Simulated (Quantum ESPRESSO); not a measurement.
# Decay constant across the gap of rock salt LiH along [001] at a = 4 and 4.08 Å, PBE with two pseudopotential sets

A thin insulating film between two electrodes leaks by tunnelling, and the leakage falls with film thickness d roughly as exp(−2κd), where κ is the decay constant of the slowest evanescent state. How fast it falls therefore depends on where the Fermi level of the electrodes lies in the gap of the film. For rock salt LiH we follow κ along [001] from the valence side of the gap to the conduction side, with energies counted from the highest filled level. Two lattice constants are compared, each with its own pseudopotential set. The values describe the bulk crystal in PBE. Since PBE gaps are too small against experiment, the κ values are expected to be too small as well, and a real junction adds its own band line-up.

## Set-up

Ideal rock salt LiH at set cubic lattice constants, not relaxed (a = 4 angstrom, PseudoDojo norm-conserving: gap 2.98 eV; a = 4.08 angstrom, SG15 norm-conserving: gap 3.03 eV). Program: Quantum ESPRESSO 7.5, plane waves, PBE, PseudoDojo norm-conserving, SG15 norm-conserving pseudopotentials, cutoffs 60 to 66 Ry for waves and 240 to 264 Ry for the density, fixed occupations, scalar-relativistic, no spin polarisation, no spin-orbit coupling; k meshes of 8 divisions in the plane and 6 along the axis. Complex bands along [001] come from pwcond with energy window 4 Ry, basis threshold 1e-05 and 7 subslabs a slab at the in-plane wavevectors (0, 0), (1/2, 0), (1/2, 1/2) and (1/4, 0) of the zone of the tetragonal cell with in-plane edges a/sqrt(2), on 40 energies in steps of 0.23 eV. The gap is that of the self-consistent k mesh. The rows are a selection of the grid energies, spread over the range, with the largest value of each line among them; narrow features between rows aren't shown. The same in all rows: in-plane wavevector of the slowest state: zone centre.

Notes on method and selection:

- Semilocal functionals give gaps, and so decay constants, that are too small against experiment.
- Bulk complex bands leave out the interface: band line-up, symmetry matching to an electrode and image charges.
- The decay constants on the energy grid were kept to three decimals in 1/angstrom; interpolated values carry no more. Runs in which pwcond's reduced basis gave spurious channels inside the gap were left out.
- Kinks mark a change of the wavevector or complex band that is slowest.
- The two lines differ in pseudopotential set and plane-wave cutoff as well as in lattice constant; the change of set can shift gaps by some hundredths of an eV, so the difference between the lines can't be put down to the lattice constant alone.
- Runs that failed checks of pwcond against itself, whose gap is too narrow for the energy step, or whose stored transmission had to be rebuilt from the program's table, are left out.

Columns:

- place in gap: energy over the valence-band top divided by the gap of that line.
- energy (eV): energy over the highest filled level of the k mesh.
- Franz form (1/Å): two-band Franz form 2 kappa_mid sqrt(f (1 - f)), f the place in the gap and kappa_mid that line's decay constant interpolated to mid-gap.
- decay constant (1/Å): decay constant Im kz of the slowest evanescent state along [001] at this energy, least over the listed wavevectors.

## Numbers

| member | lattice constant | place in gap | energy (eV) | Franz form (1/Å) | decay constant (1/Å) |
| --- | --- | --- | --- | --- | --- |
| 0.23 eV | a = 4 angstrom | 0.077 | 0.23 | 0.085 | ? |
| 1.15 eV | a = 4 angstrom | 0.385 | 1.15 | 0.156 | 0.158 |
| 1.38 eV | a = 4 angstrom | 0.462 | 1.38 | 0.160 | 0.161 |
| 1.84 eV | a = 4 angstrom | 0.617 | 1.84 | 0.156 | 0.154 |
| 2.76 eV | a = 4 angstrom | 0.925 | 2.76 | 0.084 | 0.081 |
| 0.23 eV | a = 4.08 angstrom | 0.076 | 0.23 | 0.088 | ? |
| 1.15 eV | a = 4.08 angstrom | 0.380 | 1.15 | 0.161 | 0.163 |
| 1.38 eV | a = 4.08 angstrom | 0.456 | 1.38 | 0.165 | 0.166 |
| 1.84 eV | a = 4.08 angstrom | 0.608 | 1.84 | 0.162 | 0.160 |
| 2.76 eV | a = 4.08 angstrom | 0.912 | 2.76 | 0.094 | 0.090 |

Cells marked ? are withheld until the estimate has been made.

Least-squares fits to the members shown, with x = place in gap; R² in the fitted variables, residuals in the unit of y:

| y | lattice constant | members | fit | R² | rms residual | leave-one-out rms | standard deviation of y |
| --- | --- | --- | --- | --- | --- | --- | --- |
| decay constant (1/Å) | a = 4 angstrom | 4 | y = 0.067954 + 0.38971 x − 0.40603 x² | 1.00 | 2.1×10⁻⁴ | 0.0038 | 0.038 |
| decay constant (1/Å) | a = 4.08 angstrom | 4 | y = 0.07371 + 0.3889 x − 0.4068 x² | 1.00 | 2.8×10⁻⁴ | 0.0051 | 0.037 |

## Interpretation

On both lines κ is largest at 1.38 eV, close to mid-gap, and drops towards the conduction band. At a = 4.08 Å it goes from 0.166 1/Å there to 0.090 1/Å at 2.76 eV. With the larger value, a tenfold loss of transmission takes 2.3 / (2 × 0.166) = 6.9 Å of film.

The arch is what two coupled bands give. A state in the gap is a mixture of valence and conduction character, and κ² is proportional to E(E_g − E), with E the energy above the valence top and E_g the gap. It vanishes at both edges and peaks midway. At mid-gap this form reads (ħ²/2m)κ² = E_g/4, with ħ²/2m₀ about 3.8 eV Å². The 1.38 eV row then gives an effective mass of 3.8 × 0.166² / (3.03 / 4) = 0.14 free-electron masses.

The symmetric form is slightly too low in the lower half of the gap and too high in the upper half. At a = 4.08 Å the ratio of κ to it falls from 0.163 / 0.161 = 1.012 at 1.15 eV to 0.090 / 0.094 = 0.957 at 2.76 eV. Such a tilt is expected if the valence band is heavier along [001] than the conduction band.

At 1.38 eV the line at 4.08 Å lies higher by a factor 0.166 / 0.161 = 1.03. In the two-band picture κ at mid-gap scales as the gap divided by the band velocity. The gap ratio is 3.03 / 2.98 = 1.02, and a velocity falling as 1/a would add another 4.08 / 4 = 1.02. That is enough to account for the difference, but the change of pseudopotential set may supply part of the gap shift. The larger ratio at 2.76 eV, 0.090 / 0.081 = 1.11, has a simpler origin: this energy lies 3.03 − 2.76 = 0.27 eV below the conduction edge at a = 4.08 Å and 2.98 − 2.76 = 0.22 eV below it at a = 4 Å, and √(0.27 / 0.22) = 1.11.

## Prediction

Plain estimates from the members shown:

- 0.23 eV (a = 4.08 angstrom), fit at x = 0.076: 0.101 1/Å (an extrapolation)

The withheld row lies 0.23 eV above the valence top, at 0.076 of the gap. The quadratic fit gives 0.101 1/Å there, but it has the wrong shape near a band edge: its constant term doesn't vanish, whereas κ should go to zero as a square root at the valence top. We therefore start from the Franz form, 0.088 1/Å, which has the right edge behaviour, and correct it for the unequal band masses.

The correction is the ratio of κ to the Franz form, continued as a straight line in the place in the gap. Between the 1.15 and 2.76 eV rows its slope is (0.957 − 1.012) / (0.912 − 0.380) = −0.103. At 0.076 the ratio becomes 1.012 + 0.103 × (0.380 − 0.076) = 1.043, and κ = 1.043 × 0.088 = 0.092 1/Å.

The same route can be tried at the other edge, by predicting the 2.76 eV row from the 1.15 and 1.84 eV rows over a nearly equal distance. The continued ratio is 0.160 / 0.162 + (0.160 / 0.162 − 0.163 / 0.161) × (0.912 − 0.608) / (0.608 − 0.380) = 0.955 at a = 4.08 Å and 0.154 / 0.156 + (0.154 / 0.156 − 0.158 / 0.156) × (0.925 − 0.617) / (0.617 − 0.385) = 0.953 at a = 4 Å. They give 0.955 × 0.094 = 0.090 1/Å, where the table has 0.090, and 0.953 × 0.084 = 0.080 1/Å, where the table has 0.081. The misses are at most about 0.001 1/Å, which we take as the standard deviation.

**Committed estimate, 0.23 eV (a = 4.08 angstrom): decay constant = 0.092 ± 0.001 1/Å.**

## Check

| member | lattice constant | place in gap | energy (eV) | Franz form (1/Å) | decay constant (1/Å) |
| --- | --- | --- | --- | --- | --- |
| 0.23 eV | a = 4 angstrom | 0.077 | 0.23 | 0.085 | 0.090 |
| 0.23 eV | a = 4.08 angstrom | 0.076 | 0.23 | 0.088 | 0.093 |

| member | estimate | decay constant (1/Å) | computed | estimate − computed | miss in error bars |
| --- | --- | --- | --- | --- | --- |
| 0.23 eV (a = 4.08 angstrom) | committed | 0.092 | 0.093 | −0.001 | 1.0 |
| 0.23 eV (a = 4.08 angstrom) | fit | 0.101 | 0.093 | +0.008 |  |

The computed decay constant is 0.093 1/Å against our 0.092 ± 0.001, so the estimate is low by one error bar and sits at its limit. The quadratic fit, at 0.101 1/Å, missed by 0.008. Starting from a form that vanishes as a square root at the band edge was the right choice.

The straight-line correction had the right sign but was slightly too small: the ratio to the Franz form is 0.093 / 0.088 = 1.057, where we had 1.043. Rounding of κ can shift the ratio by at most 0.001 / 2 / 0.088 = 0.006, less than half of the difference 1.057 − 1.043 = 0.014. The unrounded Franz form lies slightly below its entry, which makes the difference larger, not smaller. The rest may come from rounding in the rows that set the straight line, or from a ratio that doesn't run straight towards the valence edge.

The result supports a valence band heavier than the conduction band. Near an edge κ² is proportional to the mass, so the ratios at 0.23 and 2.76 eV give (1.057 / 0.957)² = 1.22, a valence mass about 1.2 times the conduction mass. An energy zero misplaced by about 0.03 eV would produce a similar contrast between these two rows, but it would raise κ at 1.15 eV by only about 0.5%, less than the 1.2% found. Rounding of κ could cover only part of that difference. The mass ratio is still a rough figure, since it rests on one row near each edge and a small shift of the energy zero would change it.

## Where the trend breaks

Least-squares fits to the whole series, with x = place in gap; R² in the fitted variables, residuals in the unit of y:

| y | lattice constant | members | fit | R² | rms residual | leave-one-out rms | standard deviation of y |
| --- | --- | --- | --- | --- | --- | --- | --- |
| decay constant (1/Å) | a = 4 angstrom | 5 | y = 0.06093 + 0.4126 x − 0.4228 x² | 1.00 | 5.0×10⁻⁴ | 0.0033 | 0.040 |
| decay constant (1/Å) | a = 4.08 angstrom | 5 | y = 0.063697 + 0.42196 x − 0.43135 x² | 1.00 | 7.1×10⁻⁴ | 0.0047 | 0.039 |

Largest departures from the fit to the whole series:

| member | lattice constant | decay constant (1/Å) | fit | computed − fit | in rms residuals |
| --- | --- | --- | --- | --- | --- |
| 1.15 eV | a = 4 angstrom | 0.158 | 0.157 | +0.001 | 1.8 |
| 1.15 eV | a = 4.08 angstrom | 0.163 | 0.162 | +0.001 | 1.8 |
| 1.84 eV | a = 4.08 angstrom | 0.160 | 0.161 | −0.001 | 1.1 |
| 1.84 eV | a = 4 angstrom | 0.154 | 0.155 | −0.001 | 1.1 |

No row stands out: the largest departures from the quadratic fits are about 0.001 1/Å, close to the rounding of the data. They are positive at 1.15 eV and negative at 1.84 eV on both lines, which points to the shape of the fitted curve and not to single faulty rows. A parabola can't follow both the steep band edges and the slight tilt of the arch towards the valence side.

## Rules of thumb and their limits

The Franz form meets every row shown within 0.005 1/Å, once the gap and the mid-gap κ are known. This is not a bound for everything between 0.076 and 0.925 of the gap: grid energies between the rows were left out of the table, among them all those between 0.23 and 1.15 eV. The line at 4.08 Å lies about 3% higher both at 0.23 and at 1.38 eV, with lattice constant and pseudopotential set changed together. At 2.76 eV it lies higher by a factor 1.11, and we were wrong to put all of that down to the distance from the conduction edge. The exact match we found there came from rounded distances. The places in the gap give them more closely: 2.76 / 0.912 − 2.76 = 0.266 eV and 2.76 / 0.925 − 2.76 = 0.224 eV. Near the edge κ² is proportional to this distance, whose ratio is 0.266 / 0.224 = 1.19, while the rows need 1.11 × 1.11 = 1.23. The edge distance thus explains most of the factor, but not all. The rest may come from the band velocity, the change of pseudopotential set or rounding of κ, which these two lines can't tell apart.

For a 20 Å film at a = 4.08 Å, moving the Fermi level from 1.38 to 0.23 eV raises the tunnelling factor by exp(2 × (0.166 − 0.093) × 20) = 19, at equal prefactor. Band line-up at a real contact can therefore matter far more than the difference between the two lines.

The PBE gap error can outweigh that difference too. If the true gap were, say, half as large again, mid-gap κ would rise by about a fifth at fixed effective mass, where it goes as the square root of the gap, and by half at fixed band velocity, where it is proportional to the gap.

[On method and selection: Runs that did not converge, have known faults or may not be shown are not listed, and runs on Ansatz's PAW sets soft_1 and soft_2 are kept to separate tables. Tables of this kind whose fit explains under a quarter of the variance weren't written up, so the strength of the trend here is selected. Up to three of the lattice constants or thicknesses that were run are shown, from the ends and the middle of the range. Systems with elements from V to Ni or with open 4f shells were left out wherever spin was off.]
